Going from four neighbours to twelve stretches the bismuth bond by about 0.4 Å, yet the energy changes by less than a quarter of an electronvolt per atom and is lowest in between, at six neighbours. Two different causes are at work. The number of neighbours sets the bond length, because an atom has a limited bonding capacity to share out. Why simple cubic comes lowest is a finer matter, and the likely reason is that its neighbours sit where bismuth's three half-filled p orbitals point.

Bismuth in seven structures, computed with Ansatz 0.2.0: PBEsol, plane waves (420 eV cutoff), scalar-relativistic PAW datasets made for PBE, no spin polarisation, Fermi-Dirac smearing of 0.1 eV. Energies are extrapolated to zero smearing and count from the lowest listed; volumes and bulk moduli come from third-order Birch-Murnaghan fits.

```tsv
structure	space group of the relaxed cell	neighbours within 15 % of the shortest distance	k mesh	energy above lowest (meV/atom)	neighbour distance (Å)	volume per atom (Å³)	bulk modulus (GPa)
simple cubic	Pm-3m	6	11×11×11	0	3.222	33.50	53.3
bcc	Im-3m	8	13×13×13	45	3.394	30.12	59.7
hcp	P6_3/mmc	12	12×12×6	47	3.485	29.98	60.8
dhcp	P6_3/mmc	12	12×12×3	68	3.469	30.04	60.0
omega (AlB2-type)	P6/mmm	14	7×7×11	68	3.323	30.43	57.2
fcc	Fm-3m	12	12×12×12	97	3.497	30.10	60.7
diamond	Fd-3m	4	9×9×9	238	3.105	46.09	32.7
```

### Why more neighbours mean longer bonds

An atom brings the same valence electrons and orbitals to every structure. With four neighbours it can bind each of them strongly, while with twelve the same capacity is spread thinly and each bond is weaker and longer. This does not make the crowded structures less dense. The diamond bond is 11 % shorter than the fcc bond, but the diamond structure leaves so much empty space that its volume per atom is 53 % larger.

The simplest quantitative form of this idea is the second-moment model. The strength with which orbitals on two atoms couple, the hopping, falls off with distance $r$ as $e^{-qr}$. The band width, and with it the bonding energy, grows as the square root of the summed squared hoppings. Repulsion adds up pair by pair and is assumed to fall off as the squared hopping. With constants $a$ and $b$, the energy per atom is

$$E = aS - b\sqrt{S}, \qquad S=\sum_i e^{-2qr_i}.$$

Everything depends on the single sum $S$ over the neighbours $i$, so the lowest energy is reached at the same value $S_0$ in every structure. For $Z$ neighbours at one distance this means $Z e^{-2qr}=S_0$, or

$$r = r_1 + \frac{1}{2q}\ln Z .$$

Here $r_1$ is the length that a single bond would have. A least-squares fit to simple cubic, diamond, fcc, hcp and dhcp gives $r_1 = 2.59$ Å and $1/2q = 0.362$ Å. Each doubling of the neighbour number therefore lengthens the bond by $0.362\times\ln 2 \approx 0.25$ Å.

The fitted distances are met to within 0.02 Å. Simple cubic is the worst of them: its predicted bond is slightly too long, and counting its distant second shell would double the error. The five fitted structures have only three different neighbour numbers, though, and a straight line in $Z$ would fit them about as well. The stronger test lies in the two structures left out, bcc and omega.

### The rows that seem to break the rule

Bcc was left out of the fit, because its neighbours form two shells that lie close together. The table counts eight neighbours at 3.394 Å, and with eight the rule gives a bond 0.05 Å too short. Six more atoms sit only $2/\sqrt3 = 1.155$ times as far away, just outside the 15 % limit of the count. They still bind, though more weakly.

The estimate can be worked in full. The second shell lies $(2/\sqrt3-1)\times 3.394 \approx 0.525$ Å beyond the first, so each of its atoms counts as $e^{-0.525/0.362}\approx 0.23$ of a near neighbour. The six together add 1.4, which makes about 9.4 effective neighbours. The predicted bond is then $2.59+0.362\times\ln 9.4 \approx 3.40$ Å, in agreement with the table. The calculated bcc distance enters this estimate only through the small weight of the second shell.

Omega looks stranger still, with 14 neighbours and yet a bond shorter than that of bcc. Here the two columns describe only one of two kinds of site, and most of the neighbours counted are not at the distance listed. Averaged over the cell, an atom has twelve neighbours: two slightly closer than the listed distance, two at that distance and eight about a tenth farther away. Weighted as in bcc, they are worth 7.7 neighbours at the listed distance, and the rule, which was not fitted to omega either, then gives the table's value to within 0.01 Å.

Dhcp appears to have a shorter bond than the other two twelve-neighbour structures. Its cell is slightly stretched along the stacking direction, and the listed distance belongs to the bonds within a layer. Averaged with the longer bonds between layers it becomes 3.49 Å, practically the same as in hcp and fcc.

### Why the energies nearly tie

In this model the depth of the energy well is $b^2/4a$, whatever the structure. An atom gains as much from a few strong bonds as from many weak ones. The exact tie rests on the assumption that repulsion follows the squared hopping, so it should be read as a first approximation.

The bulk modulus gives a sense of scale. If all structures share one well, the modulus should vary as $r^2/V$, where $V$ is the volume per atom and $r$ the bond length, averaged over the shells in bcc and omega. One constant fitted to all seven rows reproduces the moduli to about 3 %, except for simple cubic, which comes out 12 % too soft. Combined with $q$, that constant implies a well a couple of electronvolts deep. The highest structure in the table lies only about a tenth of that depth above the lowest.

The moduli alone do not single out this picture. The plainer rule that the modulus varies as $1/V$, also with one fitted constant, does as well overall and describes simple cubic better, but makes diamond 18 % too stiff. What the model adds is a link between stiffness, bond length and the small spread of the energies.

### Why six neighbours win

What decides among near-equals must be something that counting neighbours leaves out. Here chemical theory offers an argument that the table agrees with but does not test separately. In bismuth the 6s pair lies low in energy and takes little part in bonding, which leaves three electrons in three p orbitals at right angles to one another. Each p orbital has two lobes, and in simple cubic all six lobes point straight at a neighbour. The bands are half filled, so the electrons occupy mainly the bonding states and leave the antibonding ones mostly empty.

The close-packed structures lose this match. Many of their bonds meet at 60°, in triangles of touching atoms. Such bonds have to share the same p orbitals and cannot all be strong at once. Triangles also upset the balance between bonding and antibonding states from which a half-filled band profits. The extra neighbours should therefore bring less than their number suggests, in line with fcc lying 97 meV above simple cubic. In bcc the bonds to the eight nearest atoms run along the cube diagonals, which do not meet at right angles, so no set of three perpendicular orbitals can point along all of them. Only the six farther atoms lie on perpendicular axes. The argument does not settle the order among bcc, omega and the close-packed structures.

Diamond probably fails for a different reason. Four equal tetrahedral bonds need the 6s orbital to mix with the p orbitals, and in bismuth it lies too low to mix well. Such bonds would also use only four of the five valence electrons, and the fifth is expected to go into antibonding states. The calculated diamond structure is a metal, but so are the other six, so this does not test the picture. At 238 meV diamond is by far the most costly arrangement in the table.

Hcp, dhcp and fcc have the same number of nearest neighbours and nearly the same bond length, but differ in how their layers are stacked. Every layer in hcp has a hexagonal surrounding, every layer in fcc a cubic one, and in dhcp the two alternate. If each layer contributes its own share, dhcp should lie at the mean of the other two, $(47+97)/2=72$ meV; the table has 68 meV. In this one comparison the cost of stacking is nearly additive, but that does not tell why the hexagonal surrounding is the cheaper one.

### How far the order can be trusted

Gaps of a few millielectronvolts should be read as ties, because the structures were computed with different k meshes. This applies to bcc and hcp, and to dhcp and omega. A larger caution concerns spin–orbit coupling, which is strong in the 6p shell of bismuth and is left out of this scalar-relativistic calculation. It acts on the very p orbitals on which the argument for simple cubic rests, and it could shift the energy differences. All runs also combine the functional PBEsol with PAW datasets made for PBE, a mismatch whose effect was not tested. Spin polarisation was switched off throughout, so magnetic order was not tested.

Simple cubic is also not the true ground state. Real bismuth at ambient conditions has a rhombohedral structure, a distorted simple cubic lattice in which three of the six bonds shorten and three lengthen. The calculation used a cubic cell with a single atom, which keeps all six bonds equal and so rules this distortion out. The zero of the energy column therefore marks the undistorted parent of the real crystal.

Pressure works against the open structure. Bcc costs 45 meV more than simple cubic but takes up $33.50-30.12=3.38$ Å³ less per atom. Dividing the energy by the volume gives 13 meV/Å³, or about 2 GPa, as the pressure at which bcc overtakes simple cubic. This is a straight-line estimate between two idealised structures and not the transition pressure of real bismuth, but it shows how easily pressure cancels the small energy advantage of simple cubic.
